**Q:** Does manganese in Mn₂As keep its magnetic moment when the crystal is squeezed?

Mn₂As (P4/nmm, 6 atoms per cell; a = 3.769, c = 6.278 Å at volume ratio 1), computed with Ansatz 0.2.0: plane-wave PAW, scalar-relativistic PBEsol, collinear spin, cutoff 420 eV, k mesh 10×10×6, Gaussian smearing 0.1 eV. The cell is scaled evenly at fixed fractional positions, each point starting from parallel Mn moments. Pressure is positive in compression.

| volume ratio | energy above lowest (meV/atom) | pressure (GPa) | cell moment (μB) | largest site moment (μB) |
| --- | --- | --- | --- | --- |
| 0.8 | 57.5 | 13.30 | 6.46 | 2.07 |
| 0.86 | 0.0 | 5.16 | 9.36 | 2.77 |
| 0.92 | 0.1 | -5.08 | 9.98 | 3.01 |
| 0.96 | 29.2 | -10.33 | 10.25 | 3.12 |
| 1 | 75.4 | -14.24 | 10.53 | 3.23 |
| 1.04 | 134.2 | -16.74 | 10.93 | 3.35 |
| 1.1 | 226.6 | -16.30 | 12.39 | 3.63 |
| 1.18 | 343.0 | -16.00 | 14.04 | 3.83 |

**A:** Only in part. The cell moment, the surplus of spin-up over spin-down electrons in the cell, grows with volume at every step, from 6.46 to 14.04 μB. The d electrons of manganese overlap with those of neighbouring atoms, which spreads their levels into bands. Aligning spins gains exchange energy but pushes electrons into higher band levels. Standard band theory then gives the trend: wider spacing narrows the bands, the push costs less, and the moment grows.

**Q:** So do electrons leave the manganese atoms under compression?

**A:** They mostly change spin instead. The cell has two kinds of manganese, one with a weaker moment than the other. When the volume ratio falls from 0.86 to 0.8, each weaker atom loses 0.34 spin-up d electrons and gains 0.40 spin-down ones, and the stronger atoms behave much the same. The charge on manganese hardly moves while the moment drops.

**Q:** Does that change how hard the crystal is to squeeze?

**A:** It should. Let $E$ be the energy of the cell, $V$ its volume, $M$ its moment and $P$ the pressure, positive in compression. The stiffness is $B=-V\,dP/dV$, with $P=-dE/dV$. At each volume the moment settles where $\partial E/\partial M=0$. Following that condition as the volume changes gives

$$B = B_M - V\,\frac{\partial^2 E}{\partial M^2}\left(\frac{dM}{dV}\right)^2 ,$$

where $B_M$ is the stiffness with the moment held fixed. The curvature $\partial^2E/\partial M^2$ is positive for a stable moment, so a moment that shifts with volume softens the crystal. For a given curvature, it does so most where the moment changes fastest with volume.

**Q:** Is there a simpler system that does the same?

**A:** Take nitrogen dioxide gas in a cylinder, squeezed slowly at constant temperature. Some molecules pair up, fewer particles remain, and the pressure rises less than it would without pairing. The likeness ends there: the gas follows a thermal equilibrium, while the crystal here is at zero temperature and only balances energies.

**Q:** Can I see the softening in the table?

**A:** Take the step from 0.8 to 0.86, whose middle lies at 0.83. The stiffness is $0.83\times(13.30-5.16)/0.06\approx113$ GPa.

The next step, from 0.86 to 0.92, gives 152 GPa. An ordinary crystal stiffens as it is compressed, but this one is softer in the more compressed step. That is also where the moment changes by 2.90 μB, against 0.62 μB in the next. The numbers show that the two features coincide; the formula argues that one causes the other, which no calculation at fixed moment has tested.

The moment doesn't explain every step. Between 0.92 and 1.04 the stiffness falls steadily although the moment changes little. The likely cause is the usual weakening of stretched bonds, which sits in $B_M$. Beyond 1.04 the moment grows quickly again and the average stiffness of each step turns negative: the tension is weaker at the end of the step than at its start, so a crystal would be mechanically unstable at least somewhere in that range, provided its electronic state changes smoothly between the rows. The printed output below lists all the steps.

**Q:** Does the moment give way gradually or in a jump?

**A:** These points can't decide it, and no search for lower electronic states was made, but the energies add a hint. Dividing the energy change from 0.8 to 0.86 by the volume change gives a mean pressure of about 10 GPa, while the two end pressures average 9.2 GPa. The pressure therefore seems to run above a straight line inside the step. A moment that resists at first and then yields would do this, and so would a switch between two electronic states. Treat the 113 GPa as an average over the step, not as the stiffness at one volume.

**Q:** Which volume does the crystal prefer, and how many digits can I trust?

**A:** Two digits at most, as these rows don't vary the cutoff or the k mesh. The rows at 0.86 and 0.92 differ by only 0.1 meV per atom, too little to rank them, but their pressures have opposite signs. A straight line between those pressures crosses zero at a ratio of about 0.89. The minimum thus lies between the two rows, roughly 7 meV per atom below the zero of the energy column.

**Q:** Could I use these values for a real sample, or for a related compound?

**A:** Not as design data. Real Mn₂As is antiferromagnetic, with a magnetic cell doubled along $c$, whereas here all manganese moments are parallel. Antiferromagnetic order could shift both the preferred volume and the stiffness. The atoms and the cell shape were also not relaxed, and at 0.8 the largest force is close to 1 eV/Å. The preferred volume is 11 % below ratio 1, which is close to the measured cell. Functionals of this kind tend to make manganese moments and volumes too small, but the imposed magnetic order may share the blame. The PAW datasets were also made for PBE, not for PBEsol.

The reasoning carries over better than the values. Replacing arsenic by the larger antimony moves the manganese atoms apart, which by the same band argument favours larger moments. Extra softness is to be looked for wherever a moment changes quickly with volume.

Printed output of the fit:

```
volume ratio at zero pressure: 0.8902
volume at zero pressure below ratio 1 in percent: 10.98
edge at zero pressure below ratio 1 in percent: 3.802
depth of the minimum below the zero of the table in meV per atom: 7.235
Steps ending at this row:
   row  moment gain muB  gain per 0.01 of ratio  stiffness GPa  average of end pressures GPa  mean pressure from energies GPa
  0.86              2.9                  0.4833          112.6                          9.23                            10.33
  0.92             0.62                  0.1033          151.9                          0.04                         -0.01797
  0.96             0.27                  0.0675          123.4                        -7.705                           -7.844
   1.0             0.28                    0.07          95.79                        -12.29                           -12.45
  1.04              0.4                     0.1          63.75                        -15.49                           -15.85
   1.1             1.46                  0.2433         -7.847                        -16.52                            -16.6
  1.18             1.65                  0.2063         -4.275                        -16.15                           -15.69
free energy drop from 0.8 to 0.86 in meV per atom: 56.33
Weaker Mn estimated from the cell moment:
   row  estimate muB  stronger Mn muB
   0.8          1.16             2.07
  0.86          1.91             2.77
  0.92          1.98             3.01
  0.96         2.005             3.12
   1.0         2.035             3.23
  1.04         2.115             3.35
   1.1         2.565             3.63
  1.18          3.19             3.83
largest excess of the estimate over the listed weaker moment in muB: 0.129
smallest excess of the estimate over the listed weaker moment in muB: 0.06
loss of the weaker moment from 0.86 to 0.8 in percent: 39.3
loss of the stronger moment from 0.86 to 0.8 in percent: 25.27
weaker Mn d majority change from 0.86 to 0.8 in electrons: -0.3448
weaker Mn d minority change from 0.86 to 0.8 in electrons: 0.4023
stronger Mn d majority change from 0.86 to 0.8 in electrons: -0.3152
stronger Mn d minority change from 0.86 to 0.8 in electrons: 0.4246
cell moment gain from 1.04 to 1.18 in muB: 3.11
part of that gain on the stronger pair in muB: 0.96
Mn to Mn distance in the plane of the weaker pair at ratio 1 in angstrom: 2.665
the same distance at ratio 0.8 in angstrom: 2.474
```
